**Question.** I have read that an Ising model with *annealed* bond dilution (Syozi's model) can be solved whenever the pure model can, and that the logarithmic specific heat of the square lattice then turns into a finite cusp. How does $T_c$ depend on the bond concentration $p$? And how different are weak dilution (5% of the bonds missing) and strong dilution (40% missing)? If the singularity changes at any $p<1$, why would a slightly diluted lattice not look completely different from the pure one?

---

**Answer.** The type of singularity changes at any $p<1$, but the window in which the change is visible shrinks as $\exp[-\text{const}/(1-p)]$. Everything follows from one mapping and one constraint.

## Mapping to the pure model

Take $N$ spins $\sigma_i=\pm1$ in zero field and a variable $n_{ij}=0,1$ on each nearest-neighbour bond, with $H=-J\sum n_{ij}\sigma_i\sigma_j$, $J>0$ and $K=J/k_BT$. Annealed means that the bonds move and equilibrate with the spins, only the mean $p=\langle n\rangle$ being fixed. Give each bond a fugacity $z$ and sum over the $n_{ij}$, which is done bond by bond:

$$1+z e^{K\sigma\sigma'}=A\,e^{K'\sigma\sigma'},\qquad u\equiv e^{2K'}=\frac{1+ze^{K}}{1+ze^{-K}} .$$

All spin correlations are therefore those of the pure lattice at coupling $K'$. With $w=e^{2K}$ one finds $ze^{-K}=(u-1)/(w-u)$, so $1<u<w$, and the probabilities that a bond is present between parallel and between antiparallel spins are

$$n_+=\frac{w(u-1)}{u(w-1)},\qquad n_-=\frac{u-1}{w-1}.$$

Let $\varepsilon(K')=\langle\sigma\sigma'\rangle$ be the neighbour correlation of the pure model. Parallel pairs have probability $(1+\varepsilon)/2$, hence

$$p=P(K,K',\varepsilon)=\frac{u-1}{2(w-1)}\left[(1+\varepsilon)\frac{w}{u}+(1-\varepsilon)\right].$$

$P$ falls with $K$, and it rises with $K'$ both directly and through $\varepsilon$, since $\partial P/\partial\varepsilon=(n_+-n_-)/2>0$. So each $(T,p)$ has one $K'$. Since $p$ is also continuous in $z$, the bonds do not phase separate and fixing $p$ is equivalent to adjusting $z$.

## The critical line

Set $u=u_c$, $\varepsilon=\varepsilon_c$. The constraint has the form $p=(p_0w+b)/(w-1)$ with $b=(u_c-1)(1-\varepsilon_c)/2$, and $p_0+b=(u_c-1)(1-p_0)$. Solving for $w$,

$$e^{2K_c}-1=(u_c-1)\,\frac{1-p_0}{p-p_0},\qquad p_0=\frac{(1-1/u_c)(1+\varepsilon_c)}{2}.$$

The square lattice has $u_c=1+\sqrt2$ and $\varepsilon_c=1/\sqrt2$, which give $p_0=1/2$ and

$$\frac{k_BT_c}{J}=\frac{2}{\ln\left[1+\sqrt2/(2p-1)\right]} .$$

At $p=1$ this is the pure value $2.269$. Near $p=1/2$ it vanishes only as an inverse logarithm, so that at $p=0.51$ the ratio $T_c(p)/T_c(1)$ is still $0.206$. For $p<1/2$ even $T\to0$ gives $K'<K'_c$, and there is no long-range order.

The value $1/2$ has a clear origin. As $w\to\infty$ at fixed $u$, $n_-\to0$ and $n_+\to1-1/u$, and the bond weight becomes $1+(u-1)\delta_{\sigma\sigma'}$. This is the Fortuin–Kasteleyn representation of the Ising model, in which a bond configuration has weight $(u-1)^{\text{bonds}}\,2^{\text{clusters}}$. Planar duality maps occupied bonds to empty dual bonds with $(u-1)(u^*-1)=2$, so $p_0+p_0^*=1$ for a dual pair of lattices, and $p_0=1/2$ for the self-dual square lattice. The bonds are correlated here through the factor 2 per cluster. The threshold is that of this correlated ensemble, and on a lattice without self-duality it need not equal the threshold of independent bonds.

## The constraint near $T_c$ on the square lattice

Put $\delta=K'-K'_c$, $\Delta=K-K_c(p)$, $m=2p-1$. Onsager's solution gives

$$\varepsilon=\tfrac12\coth 2K'\left[1+\tfrac{2}{\pi}\kappa'\,\mathsf K(\kappa)\right],\qquad \kappa'=2\tanh^2 2K'-1,\quad \kappa^2=1-\kappa'^2,$$

with $\mathsf K$ the complete elliptic integral of the first kind of modulus $\kappa$. Near the critical point $\kappa'\simeq2\sqrt2\,\delta$, $\mathsf K\simeq\ln(4/|\kappa'|)$ and $\coth2K'\simeq\sqrt2-2\delta$, so

$$\varepsilon-\varepsilon_c\simeq\frac4\pi\,\delta\,(\ell+1),\qquad \varepsilon'\equiv\frac{d\varepsilon}{dK'}\simeq\frac4\pi\,\ell,\qquad \ell=\ln\frac{\sqrt2}{|\delta|}-1-\frac\pi4 .$$

On the critical line $w-1=\sqrt2/m$, and the partial derivatives of $P$ are

$$P_K=-\frac{m(m+\sqrt2)}{\sqrt2},\qquad P_{K'}=m+\frac1{\sqrt2},\qquad P_\varepsilon=\frac{1-m}{2+\sqrt2}.$$

Holding $p$ fixed means $P_K\Delta+P_{K'}\delta+P_\varepsilon(\varepsilon-\varepsilon_c)=0$, that is

$$\Delta=\lambda\,\delta\left[1+\frac{\ell+1}{L}\right],\qquad \lambda=\frac{1+\sqrt2m}{m(m+\sqrt2)},\qquad L=\frac{\pi P_{K'}}{4P_\varepsilon}=\frac{\pi(1+\sqrt2)(1+\sqrt2m)}{4(1-m)} .$$

For $\ell\ll L$ the map is linear and the pure behaviour survives with rescaled amplitudes. For $\ell\gg L$ it inverts to $\delta\simeq L\Delta/[\lambda\ln(1/|\Delta|)]$. With $t=|\Delta|/K_c\simeq|T-T_c|/T_c$, the pure laws $\xi\sim|\delta|^{-1}$ and $M\sim\delta^{1/8}$ become $\xi\sim t^{-1}\ln(1/t)$ and $M\sim[t/\ln(1/t)]^{1/8}$.

## The cusp

The energy per bond is $-J\mathcal E$ with $\mathcal E=\langle n\sigma\sigma'\rangle=p-(1-\varepsilon)n_-$. There are two bonds per site, so $C/Nk_B=2K^2\,d\mathcal E/dK$ at fixed $p$. Differentiating, with $dK'/dK=|P_K|/(P_{K'}+P_\varepsilon\varepsilon')$,

$$\frac{d\mathcal E}{dK}=\frac{2w(1-\varepsilon)(u-1)}{(w-1)^2}+n_-\left[\varepsilon'-\frac{2u(1-\varepsilon)}{u-1}\right]\frac{|P_K|}{P_{K'}+P_\varepsilon\varepsilon'} .$$

The divergent $\varepsilon'$ stands in both numerator and denominator. On the critical line $n_-=m$, the first term is $(\sqrt2-1)m(m+\sqrt2)$, and $2u(1-\varepsilon)/(u-1)=1$. Therefore

$$\frac{C}{Nk_B}\simeq c_{\max}-D\,\frac{L+\pi/4}{L+\ell},$$

$$c_{\max}=2K_c^2\,\frac{m(m+\sqrt2)(2m+\sqrt2-1)}{1-m},\qquad D=2K_c^2\,\frac{(1+\sqrt2)\,m^2(m+\sqrt2)}{1-m},$$

up to relative corrections of order $\delta\ln|\delta|$. The specific heat reaches the finite height $c_{\max}$ from below on both sides, with a deficit proportional to $1/\ln(1/t)$ and an infinite slope at $T_c$.

## Weak against strong dilution

Define the crossover by $\ell=L$, where the singular part of $d\Delta/d\delta=\lambda(1+\ell/L)$ equals the regular part. Then $|\delta_\times|=\sqrt2\,e^{-1-\pi/4-L}$ and $t_\times=\lambda|\delta_\times|(2+1/L)/K_c$. The last column below is the fraction of the cusp height reached at $t=10^{-3}$, found by solving the $\Delta(\delta)$ relation for $\ell$. The only inputs are $p$ and the exact square-lattice solution.

| $p$ | $k_BT_c/J$ | $T_c(p)/T_c(1)$ | $c_{\max}$ | $L$ | $\log_{10}t_\times$ | $C/C_{\max}$ at $t=10^{-3}$ |
|---|---|---|---|---|---|---|
| 0.95 | 2.118 | 0.933 | 20.57 | 43.1 | −18.7 | 0.13 |
| 0.90 | 1.965 | 0.866 | 9.24 | 20.2 | −8.7 | 0.25 |
| 0.80 | 1.651 | 0.728 | 3.58 | 8.76 | −3.7 | 0.46 |
| 0.70 | 1.323 | 0.583 | 1.68 | 4.95 | −2.0 | 0.63 |
| 0.60 | 0.958 | 0.422 | 0.716 | 3.04 | −1.0 | 0.80 |

The columns up to $L$ are exact formulas rounded. In the last column the neglected terms are below one per cent. The entry $t_\times$ at $p=0.60$ is an order of magnitude only: there $|\Delta|\approx0.1$, and since $K$ enters through $e^{2K}$ the linearisation drops relative terms of size $2|\Delta|\approx0.2$.

The trend comes from the factor $1-m=2(1-p)$ in $P_\varepsilon$. This derivative is half the difference $n_+-n_-$, the extent to which bonds prefer parallel spins. When nearly all bonds are present there is little room for such a preference, and the feedback of the energy singularity on the constraint is weak. As $p\to1$,

$$L\simeq\frac{\pi(1+\sqrt2)^2}{8(1-p)}=\frac{2.29}{1-p},\qquad c_{\max}\simeq D\simeq\frac{K_c'^2(1+\sqrt2)^2}{1-p}=\frac{1.13}{1-p},$$

and at fixed $\ell$ the specific heat tends to $(8/\pi)K_c'^2\,\ell=0.4945\,\ell$, whose coefficient is the limit of $D/L$. This is Onsager's logarithm. The cusp is tall, but its height is reached only when the logarithm has grown to order $1/(1-p)$. At $p=0.95$ and $t=10^{-3}$ the model gives $C/Nk_B=2.7$, against $3.1$ for the pure lattice at the same $t$, and the curve still looks like a logarithm of slightly reduced amplitude. The saturation near $20.57$ lies beyond $t\sim10^{-19}$. This answers the last part of the question.

At strong dilution $n_-=m$ becomes small while $n_+=(m+\sqrt2)/(1+\sqrt2)$ tends to $2-\sqrt2=0.586$. The bonds then follow the spins closely, $L$ falls towards its minimum $\pi(1+\sqrt2)/4=1.90$, and most of the critical region is renormalised. The cusp is low, because $c_{\max}$ vanishes as $K_c^2m$ when $m\to0$: close to $T=0$ almost no bond joins antiparallel spins, $\mathcal E\simeq p$ is pinned by the constraint, and the energy can hardly change. Even there the approach is slow. At $p=0.60$, two decades inside the crossover, a fifth of the height is still missing.

The $T_c$ column is much more regular. It starts with slope $d\ln T_c/dp=1.329$ at $p=1$, stays nearly straight down to $p\approx0.6$, and loses the rest in the logarithmic drop at $p_0$.

## Other lattices

The critical line needs only $u_c$ and $\varepsilon_c$. Its initial slope follows from $dw/dp=-(u_c-1)/(1-p_0)$ and $dK=dw/2u_c$ at $p=1$:

$$s=\left.\frac{d\ln T_c}{dp}\right|_{p=1}=\frac{1-1/u_c}{2K'_c(1-p_0)} .$$

For the triangular lattice the exact solution supplies $u_c=\sqrt3$ and $\varepsilon_c=2/3$. Duality then fixes the honeycomb lattice: $u_c=1+2/(\sqrt3-1)=2+\sqrt3$, and $p_0^*=1-p_0$ gives $\varepsilon_c=4/(3\sqrt3)$. For the simple cubic lattice take the approximate inputs $K'_c\approx0.2217$ and $\varepsilon_c\approx0.330$. That row is the model's result for these inputs.

| lattice (coordination) | $u_c$ | $\varepsilon_c$ | $p_0$ | $s$ | $T_c(0.8)/T_c(1)$ |
|---|---|---|---|---|---|
| honeycomb (3) | 3.732 | 0.770 | 0.648 | 1.578 | 0.661 |
| square (4) | 2.414 | 0.707 | 0.500 | 1.329 | 0.728 |
| triangular (6) | 1.732 | 0.667 | 0.352 | 1.188 | 0.761 |
| simple cubic (6) | 1.558 | 0.330 | 0.238 | 1.06 | 0.787 |

Two factors compete in $s$. The ratio $(1-e^{-2K'_c})/2K'_c$ is below 1 and is smallest for the honeycomb lattice with its large $K'_c$, while $1/(1-p_0)$ exceeds 1 and is largest there. The second wins in every row. Lower coordination needs a larger $u_c$ and comes with a larger $\varepsilon_c$, both of which raise $p_0$. The triangular and cubic lattices share a coordination number, and most of the gap in $p_0$ comes from $\varepsilon_c$, which is half as large in three dimensions. In the limit of large coordination $u_c\to1$, $\varepsilon_c\to0$, $p_0\to0$, and the critical line reduces to $K_c=K'_c/p$. This is the mean-field law $T_c\propto p$ with $s=1$, which the table approaches from above.

## Fisher renormalisation for a power law

Suppose the pure model has $\varepsilon'\sim|\delta|^{-\alpha}$ with $0<\alpha<1$. Then $\varepsilon-\varepsilon_c\sim\operatorname{sgn}(\delta)\,|\delta|^{1-\alpha}$ dominates the linear term in the constraint, so $|\delta|\sim t^{1/(1-\alpha)}$. Each spin quantity is a pure-model power of $\delta$, so

$$\nu\to\frac{\nu}{1-\alpha},\qquad\beta\to\frac{\beta}{1-\alpha},\qquad\gamma\to\frac{\gamma}{1-\alpha},$$

while $\eta$, defined at the critical point itself, is unchanged. The formula for $d\mathcal E/dK$ holds on any lattice and gives a finite limit minus a term $\propto1/\varepsilon'\sim|\delta|^{\alpha}\sim t^{\alpha/(1-\alpha)}$, so

$$\alpha\to-\frac{\alpha}{1-\alpha}.$$

This is Fisher's (1968) rule for a constrained hidden variable. Hyperscaling survives, because $2+\alpha/(1-\alpha)=(2-\alpha)/(1-\alpha)$. If $\alpha<0$ the linear term dominates and the leading exponents stay as they are. The square lattice is the marginal case $\alpha=0$, where $|\delta|^\alpha$ is replaced by $1/\ln(1/|\delta|)$ and the powers keep their values.

With the approximate three-dimensional Ising inputs $\alpha\approx0.11$ and $\nu\approx0.63$, the annealed model has $\alpha\to-0.12$ and $\nu\to0.71$. On any lattice the critical line gives $P_\varepsilon=(1-1/u_c)(1-p)/[2(1-p_0)]$, so the crossover $P_\varepsilon\varepsilon'\sim P_{K'}$ sits at $|\delta_\times|\sim(1-p)^{1/\alpha}$ with $1/\alpha\approx9$. The exponential smallness of the planar case becomes a ninth power of the dilution, which again hides the renormalised exponents when few bonds are missing. These results require bonds that equilibrate on the time scale of observation. For frozen bonds the average is taken over $\ln Z$ and the bond-by-bond sum that produced $K'$ is not available.